## Results and discussion

The SG15 row looks wrong. Its PBE gap of 1.276 eV lies 0.025 eV above the median of the five potential sets, while the other four sets span only 11 meV on the same BP cell. Its direct gap is also the highest of the five.

ABINIT plane-wave DFT calculations with the PBE functional for BP (F-43m, two-atom primitive cell with 3.209 Å edges, the same in all rows), without spin polarisation or spin–orbit coupling. Both gaps are taken on a 10×10×10 k mesh, with Fermi–Dirac occupations of width 0.05 eV; the basis is given as the plane-wave cutoff.

| potentials | basis | gap (eV) | direct gap (eV) | gap less the median of the rows (eV) |
| --- | --- | --- | --- | --- |
| JTH PAW PBE v2.0 | 544 eV | 1.241 | 3.400 | -0.010 |
| Ansatz NC PBE | 1116 eV | 1.246 | 3.404 | -0.005 |
| SPMS NC PBE v1.0 | 816 eV | 1.251 | 3.406 | 0.000 |
| PseudoDojo NC SR PBE v0.5 stringent | 1034 eV | 1.252 | 3.407 | 0.001 |
| SG15 NC PBE v1.2 | 1034 eV | 1.276 | 3.427 | 0.025 |

Each row replaces the atomic cores by a different set of potentials: PAW in the JTH row and norm-conserving (NC) in the other four. The basis column is the plane-wave cutoff energy. The gap is the lowest empty level less the highest filled one over all mesh points, the direct gap is the smallest such difference at one k point, and the last column is the gap less its median. All five runs end in the same state, an insulator with eight valence electrons in four filled bands and a threefold valence top at the zone centre Γ, and in each the direct gap equals the first empty level at Γ. The conduction minimum of BP lies along Γ–X and can fall between mesh points, so each gap may be slightly too wide for its own potentials, probably by a similar amount in every row.

### The cutoff

If too few plane waves set the spread, and did so alike for all sets, the gap would run with the cutoff and equal cutoffs would give equal gaps. Neither holds. SG15 and PseudoDojo share 1034 eV and differ by 24 meV, and Ansatz combines the highest cutoff with the lowest gap of the NC rows. A straight line through all five rows has a correlation coefficient r of only +0.47. This disposes of a common cutoff law but not of poor convergence in one set, because each potential needs its own cutoff, and PAW sets are built to need less than NC sets.

### The pressure

The same runs give a pressure, and this explanation is the tempting one. A line of gap against pressure through all five rows has r = −0.94 and a slope of −43 meV per GPa, and its sign is that of an indirect gap that closes under compression. SG15, with a pressure 0.633 GPa below that of PseudoDojo, would then be the least compressed crystal and have the widest gap.

Theory speaks against this reading. Pressure changes a gap by changing bond lengths, and the bond length is the same in every row. Apart from the error of a finite basis, the computed pressure is minus the slope of each set's own energy against volume, so it tells where that set would put its equilibrium volume V. With a bulk modulus B of roughly 160 GPa (a recalled value), ΔV/V ≈ ΔP/B = −0.633/160 ≈ −0.4 %: SG15 would prefer a slightly smaller cell than PseudoDojo, but neither cell was allowed to move.

The numbers agree that the line is no law. Without SG15 the correlation drops to −0.47, and the line through the other four rows falls 16 meV short of the SG15 gap, more than their whole span. JTH and PseudoDojo act as a control, with pressures equal within 0.014 GPa and gaps 11 meV apart. The high r came from one point that lies far out on both axes. Low pressure and wide gap are best read as two symptoms of whatever distinguishes the SG15 run.

### The potentials

With geometry, functional and electron count fixed, two rows differ in their potentials, in the response of the valence density to them and in the basis error that each cutoff leaves. Let δₙ be the resulting shift of level n. It can't be taken as a first-order average of the difference between the potentials, because two sets may differ strongly inside the cores and still give nearly the same levels. The absolute levels have no common zero, and the valence top differs by more than an electronvolt between some sets, mostly for that reason. Only differences count, so a level measured from the valence top changes by ΔEₙ = δₙ − δ_top.

Three such differences are at hand: the gap, the direct gap and the lowest valence level at Γ, about 15.46 eV below the top. If the top alone sinks by s against the other states, all three rise by s, so the gaps open while the valence band narrows. If instead the empty bands are lifted rigidly by s, both gaps rise and the lowest valence level stays where it was. Each pattern was fitted with one value of s to each row, as a difference from PseudoDojo, which serves as an arbitrary reference with no claim to be right; the printed output below lists the residuals.

For SG15 the three shifts, taken from the rounded values, are +24, +20 and +19 meV. Least squares for the sinking top gives their mean, s = 21 meV, from a fit that includes all three.

A sharper test leaves the valence level out. The two gaps alone give s = (24 + 20)/2 = 22 meV, from which the sinking top predicts the same rise of the lowest valence level and the lifted empty bands predict none. The computed rise of 19 meV decides for the first pattern.

JTH shows the same pattern with the opposite sign, with shifts of −11, −7 and −10 meV. In both rows the misfit of up to 3 meV is above what rounding allows in a difference, so the other levels do move a little against each other. Ansatz is the exception: its gap is lower than that of PseudoDojo while its valence width is the same, which the rigid shift of the empty bands describes better. SPMS differs from PseudoDojo by about the rounding and supports neither pattern.

The result can be read without a fit by measuring from the lowest valence level. Over the five rows the valence top then varies by 29 meV, the conduction edge by 11 meV and the empty level at Γ by only 6 meV. The numbers thus show that most of the spread is a displacement of the valence top relative to the other three levels. Whether the top sinks or the other three rise together cannot be told without a common zero.

Why SG15 displaces it is a guess. SG15 potentials have no nonlinear core correction, the term that lets exchange and correlation see the core density where it overlaps the valence density. Since that energy is not linear in the density, leaving the term out alters both levels and stress, but no row switches it on and off. Incomplete convergence of this one set is an equally untested candidate, and a basis that is too small usually does lower the computed pressure. The order of the four close rows is too fine to be given a cause without convergence tests.

### What the spread means in use

The whole spread is 35 meV, or 2.8 % of the median gap. The measured gap is roughly 2 eV (recalled), and the shortfall is some twenty times that spread. The measurement includes temperature, zero-point motion and spin–orbit coupling, which these static runs leave out, but the bulk of the shortfall is the known underestimate of gaps by PBE. That SG15 lies nearest to experiment is therefore no merit of the set.

Neighbouring series would look different. In a volume scan with one potential set the pressure slope would be physical, and compression would widen the valence band because orbital overlap grows as bonds shorten. A change from PBE to a hybrid functional would open both gaps by far more than the spread seen here. For this crystal the rule is to take gap differences within one potential set, and to treat differences of up to a few hundredths of an electronvolt between sets as settings until a cutoff scan and an all-electron run on the same cell say otherwise.

Printed output of the fit:

```
rounding: 0.5 meV per value, 1 meV per difference
gap spread: all 35 meV (2.8 % of median 1.251 eV), without SG15 11 meV
direct gap spread: all 27 meV, without SG15 7 meV
smearing tail exp(-gap/(2*0.05 eV)) = 4e-06
-- gap as a line in cutoff
five rows: slope +2.7 meV per 100 eV, r +0.47, rms 10.7 meV
residuals meV: JTH -2.3, Ansatz -12.8, SPMS +0.3, PseudoDojo -4.6, SG15 +19.4
without SG15: slope +1.2 meV per 100 eV, r +0.59
that line gives SG15 1.249 eV, miss +27 meV
-- gap as a line in pressure
five rows: slope -42.6 meV per GPa, r -0.94, rms 4.1 meV
residuals meV: JTH -5.9, Ansatz +3.6, SPMS -3.6, PseudoDojo +4.5, SG15 +1.5
without SG15: slope -20.3 meV per GPa, r -0.47
that line gives SG15 1.260 eV, miss +16 meV
SG15 - PseudoDojo: cutoff +0 eV, pressure -0.633 GPa, gap +24 meV
JTH - PseudoDojo: pressure +0.014 GPa, gap -11 meV
Ansatz - PseudoDojo: cutoff +82 eV, pressure +0.120 GPa, gap -6 meV
SG15 pressure offset as equilibrium volume: about -0.4 % (rough B 160 GPa)
-- level shifts against PseudoDojo, meV: gap, direct gap, lowest valence level
JTH: -11 -7 -10
   top moves (1,1,1): s -9.3, residuals -1.7 +2.3 -0.7, rms 1.7
   empty bands move (1,1,0): s -9.0, residuals -2.0 +2.0 -10.0, rms 6.0
Ansatz: -6 -3 +0
   top moves (1,1,1): s -3.0, residuals -3.0 -0.0 +3.0, rms 2.4
   empty bands move (1,1,0): s -4.5, residuals -1.5 +1.5 +0.0, rms 1.2
SPMS: -1 -1 +2
   top moves (1,1,1): s +0.0, residuals -1.0 -1.0 +2.0, rms 1.4
   empty bands move (1,1,0): s -1.0, residuals -0.0 +0.0 +2.0, rms 1.2
SG15: +24 +20 +19
   top moves (1,1,1): s +21.0, residuals +3.0 -1.0 -2.0, rms 2.2
   empty bands move (1,1,0): s +22.0, residuals +2.0 -2.0 +19.0, rms 11.1
-- levels measured from the lowest valence level, eV
valence top: 15.468 15.458 15.456 15.458 15.439, spread 29 meV
conduction edge: 16.709 16.704 16.707 16.710 16.715, spread 11 meV
empty Gamma level: 18.868 18.862 18.862 18.865 18.866, spread 6 meV
shortfall to rough recalled 2 eV: 0.75 eV, about 21 times the gap spread
```
